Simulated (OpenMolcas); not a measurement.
## B3N3H6 (borazine): methods side by side

B3N3H6: 12 atoms, total charge 0, spin state singlet. As SMILES, `B1NBNBN1`. Geometry: relaxed at PBE0-D4/def2-TZVP. This is one conformer, not always the lowest.

Quantity: the HOMO–LUMO gap, in eV. The values are calculated.

```tsv
level	kind	program	value (eV)	CPU time
HF/def2-SVP	Hartree–Fock	OpenMolcas	15.46	26 s
SVWN5/def2-SVP	LDA	OpenMolcas	6.29	68 s
PBE/def2-SVP	GGA	OpenMolcas	6.35	92 s
M06-L/def2-SVP	meta-GGA	OpenMolcas	7.05	2.1 min
TPSS/def2-SVP	meta-GGA	OpenMolcas	6.58	2.1 min
```

The values span 6.29 to 15.46 eV. Orbital gaps aren't excitation energies; they tend to grow with the share of exact exchange. CPU times are rough (shared hosts, several kinds of processor): they show what a rung costs within a factor of a few.

Borazine has a wide orbital gap at every level listed, but its size depends strongly on the treatment of exchange. The four semilocal functionals lie between 6.29 and 7.05 eV, with LDA and PBE almost level and the two meta-GGAs somewhat higher, while Hartree–Fock stands far apart at 15.46 eV, probably because its virtual orbitals feel the field of all the electrons, as an added electron would.

The wide gap itself fits the polar B–N π system. Nitrogen is the more electronegative partner, so the occupied π levels are concentrated there and the empty π* levels on boron. This energy offset between the sites adds to the splitting from π overlap and makes delocalisation weaker than in isoelectronic benzene. Since the basis has no diffuse functions, the data don't show whether the lowest empty orbital would remain a valence π* level or give way to a diffuse one, which could narrow the Hartree–Fock gap in particular.
